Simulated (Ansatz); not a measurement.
# Nb: pressure and energy change per atom as volume scale varies

All results are calculated (Ansatz 0.2.0). Plane-wave DFT, scalar-relativistic PAW made under PBE with cores redone for the functional, no dispersion; the given relaxed cell is scaled uniformly, energy at zero smearing counts from the unscaled cell, pressure at the given Fermi-Dirac smearing is positive in compression.

The cell before it is scaled or strained (space group P6/mmm, No. 191):
```
Nb
1.0
      4.7923     0.0000     0.0000
     -2.3962     4.1503     0.0000
      0.0000     0.0000     2.6342
Nb
3
Direct
  0.00000 0.00000 0.00000
  0.33333 0.66667 0.50000
  0.66667 0.33333 0.50000
```

Settings of every row: spin polarised no; functional LDA; wave cutoff 420 eV; smearing width 0.1 eV; k mesh 9x9x13.

Atom starting moment: 0 on all atoms.

Limits: the cell comes from a prototype or a list of computed structures and needn't be the stable phase.

```csv
row,volume scale,V (Å³/atom),pressure (GPa),energy change per atom (meV)
1,0.88,15.369,30.29,177.02
2,0.92,16.067,?,?
3,0.96,16.766,8.28,16.74
4,1.04,18.163,-6.64,15.69
5,1.08,18.861,-12.2,58.08
6,1.12,19.56,-16.78,122.48
```

Question: what pressure and energy change per atom should row 2 give?

Worked fit of pressure. Take u = (V_r/V)^(2/3) − 1 with V_r = 18.163 Å³ an atom, which is twice the finite (Eulerian) strain; such expansions in the strain, on which the Birch-Murnaghan equation of state is built, carry the rest volume and the bulk modulus. The shown rows have u = 0.11779, 0.0548, 0, -0.02483, -0.0482. Least squares give pressure = −6.68 + 239.275 × u + 632.09 × u² GPa; a straight line predicts inner rows, each left out in turn, worse (root mean square 2.1 against 0.085 GPa). The rows lie off it by 0.02, -0.05, 0.04, 0.03, -0.04 (root mean square 0.037 GPa). The pressure vanishes at u = 0.0261, or V = 17.47 Å³ an atom, and there the bulk modulus at fixed shape and fractions is B = −V dP/dV = (2/3)(1 + u) dP/du = 186 GPa. Letting shape and atoms relax would as a rule lower it, by much in layered, chain or molecular crystals. The withheld row has u = 0.08518, so the fit gives −6.68 + 239.275 × (0.08518) + 632.09 × (0.08518)² = 18.29 GPa.

The calculation gave 18.21 GPa. The fit lies 0.08 GPa (0.17 % of the column's range) above it; its largest miss of a shown row is 0.05 GPa.

Worked fit of energy change per atom. Take u = (V_r/V)^(2/3) − 1 with V_r = 18.163 Å³ an atom, which is twice the finite (Eulerian) strain; such expansions in the strain, on which the Birch-Murnaghan equation of state is built, carry the rest volume and the bulk modulus. The shown rows have u = 0.11779, 0.0548, 0, -0.02483, -0.0482. Least squares give energy change per atom = 15.885 − 1169.571 × u + 21548.29 × u² meV; a straight line predicts inner rows, each left out in turn, worse (root mean square 71 against 0.4 meV). The rows lie off it by -0.07, 0.24, -0.20, -0.13, 0.16 (root mean square 0.17 meV). Its lowest point lies at u = 0.0271, or V = 17.45 Å³ an atom, and the curvature there gives the bulk modulus at fixed shape and fractions, B = (4/9)(1 + u)² E″(u)/V = 186 GPa. Letting shape and atoms relax would as a rule lower it, by much in layered, chain or molecular crystals. The withheld row has u = 0.08518, so the fit gives 15.885 − 1169.571 × (0.08518) + 21548.29 × (0.08518)² = 72.61 meV.

The calculation gave 72.93 meV. The fit lies 0.32 meV (0.2 % of the column's range) below it; its largest miss of a shown row is 0.24 meV.
